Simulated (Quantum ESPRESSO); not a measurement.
# Net moment and magnetic energies of FePt (CuAu-type) under tetragonal distortion at fixed volume, PBEsol

Stretching FePt along z at fixed volume pushes the iron atoms together within their planes and moves the planes apart, so it is not obvious whether magnetism should gain or lose. The question matters for magnetic recording, where thin FePt films are strained by the layer beneath them. I follow the net spin moment per iron atom and two energies, also per iron atom. One is the gain of the parallel state over the run without spin polarisation; the other is the energy of a striped order, with half of the nearest in-plane iron neighbours reversed, less that of the parallel state. The distortion is the factor on the z length of the measured cell. Spin-orbit coupling is off, so the magnetic anisotropy that recording relies on lies outside these energies.

## How the numbers were made

One system, FePt (CuAu-type, P4/mmm), 2 atom(s) a primitive cell, from measured cells of the Crystallography Open Database. Quantum ESPRESSO 7.5, plane waves with GBRV 1.5 PBEsol pseudopotentials, cutoff 544 eV, Fermi-Dirac smearing of 0.1 eV, k meshes whose coarsest spacing along a reciprocal vector is 0.22 to 0.24 1/Å over all runs (2π included). Functional: PBEsol, no Hubbard U; collinear spins, no spin-orbit coupling. Atoms stay at fixed fractions of the cell and the mesh divisions are held. In the given cell the shortest lattice vector along z is 3.720 Å long and the shortest in the xy plane 2.724 Å. At each point the moments on Fe are started parallel, opposed (signs +-, cell doubled at q = (0,1/2,0) of the reciprocal vectors) and without spin polarisation. Of the opposed order at the middle point, it reverses 2 of 4 magnetic neighbours at 2.72 Å and 0 of 2 magnetic neighbours at 3.72 Å. Runs that did not converge or carry a known fault are not listed. The same in all rows: metal or insulator in the run from the parallel start, judged by its smearing entropy or density of states at the Fermi energy (a gap under a few smearing widths counts as a metal): metal.

Notes on method and selection:

- Each state is what a run reaches from typed starting moments; only a few collinear orders were started, so the lowest found need not be the ground state. Spin-orbit coupling is left out of these energies, which are free energies at the smearing width. A magnetic atom is one that was given a starting moment.
- Site moments count the spin inside each program's own atomic sphere, so they depend somewhat on its radius and leave out the spin between the spheres.
- Quantum ESPRESSO sets the radius of an element's spheres to about 0.41 of its shortest distance to a neighbour, so it changes from cell to cell and the site moment with it.
- A measured moment is set beside the table only where the run ends ferromagnetic and the measured order is ferromagnetic too.
- Runs that did not converge, have known faults or may not be shown are not listed, and runs on Ansatz's PAW sets soft_1 and soft_2 are kept to separate tables.

Columns:

- tetragonal distortion: factor on the z length of the cell at fixed volume.
- moment (μB): largest site spin moment reached from the parallel start.
- moment, opposed (μB): largest site spin moment reached from the opposed start.
- gain, opposed (meV): energy of the run without spin polarisation less that of the run from the opposed start, per magnetic atom.
- magnetic distance (Å): shortest distance between magnetic atoms.
- net moment (μB): net spin moment of that run per magnetic atom.
- magnetic energy gain (meV): energy of the run without spin polarisation less that of the parallel start, per magnetic atom (positive: magnetism is favoured).
- E(opposed) - E(parallel) (meV): energy of the run from the opposed start less that of the parallel start, per magnetic atom (positive: parallel is favoured); blank where a pattern was lost.

## Results

```
member  tetragonal distortion  moment (μB)  moment, opposed (μB)  gain, opposed (meV)  magnetic distance (Å)  net moment (μB)  magnetic energy gain (meV)  E(opposed) - E(parallel) (meV)
0.92    0.92                   3.03         3.01                  816.6                2.839                  3.473            792.4                       −24.3
0.96    0.96                   3.02         2.98                  764.5                2.780                  ?                ?                           ?
1       1.00                   3.00         2.95                  721.6                2.724                  3.350            736.0                       14.5
1.04    1.04                   2.98         2.91                  687.5                2.671                  3.277            721.9                       34.4
1.08    1.08                   2.94         2.86                  662.5                2.621                  3.187            720.9                       58.3
```

Cells marked ? are withheld until the estimate has been made.

## Mechanism

The net moment falls at each shown step of stretching, from 3.473 μB at 0.92 to 3.187 μB at 1.08. The fall also steepens: the slope is (3.350 − 3.473) / 0.08 = −1.54 μB per unit of distortion between 0.92 and 1.00, and (3.187 − 3.277) / 0.04 = −2.25 between 1.04 and 1.08.

The iron site moment accounts for only part of this. It drops by 3.03 − 2.94 = 0.09 μB over the range, while the net moment drops by 3.473 − 3.187 = 0.286 μB. The rest belongs to platinum, whose induced moment along that of iron shrinks on stretching, and to spin outside the atomic spheres. The split is approximate because the sphere radii change with the cell.

A likely reason for the weaker iron moment is band width. The shortest Fe–Fe distance contracts from 2.839 to 2.621 Å, which increases the overlap of d orbitals within the plane and raises the kinetic cost of spin polarisation. The response is mild because the majority d states of iron are nearly full.

The magnetic energy gain of the parallel state falls from 792.4 to 720.9 meV, but almost levels off at the end, losing only 1.0 meV between 1.04 and 1.08. The gain of the striped order falls about twice as far, by 816.6 − 662.5 = 154.1 meV. The preference therefore moves towards parallel moments: the striped order lies 24.3 meV below the parallel state at 0.92 and 58.3 meV above it at 1.08.

Platinum polarisation favours the parallel state, since the platinum moments vanish in the striped order. Yet that polarisation weakens on stretching, so its loss has the wrong sign to explain the growing preference. A change in the exchange between iron atoms is the more probable source. Only one opposed order was started, so the sign of this difference does not settle the ground state, and an order with successive iron planes opposed could lie lower still.

## Prediction

Plain estimates from the members shown:

- 0.96, straight-line interpolation between 0.92 and 1: w = (0.96 − 0.92) / (1.00 − 0.92) = 0.500, so 3.473 + 0.500 × (3.350 − 3.473) = 3.412 μB

The straight line between 0.92 and 1.00 gives 3.412 μB, but the shown moments bend downwards, so a chord should run slightly low. I therefore use a smooth curve through all four shown moments.

The bend comes first from the evenly spaced points 0.92, 1.00 and 1.08. Their second difference is 3.473 + 3.187 − 2 × 3.350 = −0.040 μB, and a parabola lies above the middle of each chord by one eighth of its size, 0.040 / 8 = 0.005 μB. At 0.96 this gives (3.473 + 3.350) / 2 + 0.005 = 3.4165 μB.

The same parabola can be tried at 1.04, where it gives (3.350 + 3.187) / 2 + 0.005 = 3.2735 μB against the calculated 3.277, a miss of 3.277 − 3.2735 = 0.0035 μB on the low side. If the miss comes from a cubic term, which changes sign about 1.00, the parabola is too high by the same amount at 0.96. The estimate becomes 3.4165 − 0.0035 = 3.413 μB.

The iron site moments of the parallel state, 3.03, 3.02 and 3.00 μB from 0.92 to 1.00, show no jump to another magnetic solution, so a smooth curve is reasonable. For the error I take the size of the parabola's miss, rounded up to 0.004 μB, since a single test cannot exclude terms beyond the cubic.

**Committed estimate, 0.96: net moment = 3.413 ± 0.004 μB.**

## Outcome

```
member  tetragonal distortion  moment (μB)  moment, opposed (μB)  gain, opposed (meV)  magnetic distance (Å)  net moment (μB)  magnetic energy gain (meV)  E(opposed) - E(parallel) (meV)
0.96    0.96                   3.02         2.98                  764.5                2.780                  3.423            762.1                       −2.4
```

```
member  estimate       net moment (μB)  computed  estimate − computed  miss in error bars
0.96    committed      3.413            3.423     −0.010               2.5
0.96    interpolation  3.412            3.423     −0.011
```

My estimate of 3.413 μB fell 0.010 μB below the computed 3.423 μB, which is 2.5 error bars. It was only 0.001 μB closer than the straight line, so the extra work gained nothing of use.

The downward bend was the sound part of the argument: the computed moment does lie above the chord. The cubic correction failed. It required the moment to lie below the parabola at 0.96 because it lay above it at 1.04, but it lies above at both. Without that correction the parabola would have given 3.4165 μB and missed by 3.423 − 3.4165 = 0.0065 μB. I had also drawn the error bar from the same single test that supplied the correction, which made it too narrow.

The new row supports the division of the moment that I described. From 0.92 to 0.96 the iron site moment falls by only 0.01 μB and the net moment by 3.473 − 3.423 = 0.050 μB, so most of the early loss lies outside the iron spheres, in the induced platinum moment and the spin between the spheres.

## Members off the line

No member stands far from the trend in net moment. The successive steps are −0.050, −0.073, −0.073 and −0.090 μB, a fall that steepens a little unevenly.

The energies show some unevenness too, but do not reveal its source. For the striped order, the changes between successive steps of the gain are all about 9 meV, which is very regular. For the parallel state they are about 4, 12 and 13 meV. This does not single out the parallel run. The total energies of the striped and unpolarised runs bend unevenly in much the same way, which cancels in the striped gain; those of the parallel run bend the most evenly of the three. Smearing is not the explanation either, since the parallel gain stays uneven when the entropy part is taken out. Incomplete k sampling or a band edge moving through the Fermi level could contribute in any of the runs, and the table contains no second mesh to test this. I leave the cause open.

Smearing does matter for the comparison of the two orders. The energies are free energies at a width of 0.1 eV, and the striped run has the larger entropy term. An estimate for zero width, which takes out half of that term, moves every difference towards the parallel state. At 0.96, where the table puts the striped order 2.4 meV lower, the shift is larger than the difference and reverses its sign. I read that row as a near tie with no settled order. At 0.92 the striped order stays below the parallel state after the same correction, though by less than the 24.3 meV in the table.

## Rules of thumb and their limits

Between 0.92 and 1.08 the net moment falls on average by 0.286 / 16 = 0.018 μB per iron atom for each per cent of stretch at fixed volume. Interpolating linearly between neighbouring rows reproduces the three inner members to within 0.012 μB.

For the given cell, the spin magnetisation is the moment over the volume, with 9.274 × 10⁻²⁴ J/T for one μB: 3.350 × 9.274 / (2.724² × 3.720) = 1.13 MA/m. One per cent of stretch lowers it by about 0.5 %, so a modest strain of this kind hardly changes the magnetisation. A real film may also change its volume, which these rows do not cover.

Stretching also shifts the balance from the striped order towards parallel moments, by (58.3 + 24.3) / 16 = 5.2 meV per iron atom for each per cent on average. Smearing hardly affects this rate, but it does affect where the two orders change places: between 0.96 and 1.00 in the tabulated free energies, and between 0.92 and 0.96 in the estimate for zero width.

Temperature is the omitted effect that can exceed the whole spread in moment: heating to the Curie point removes the net moment of roughly 3 μB, about ten times the change produced by distortion here.

[Logs are printed without paths, hosts, clocks, repeated set-up lines and the standing remarks that a program may print on its own settings, such as how far it seeks lower states.]
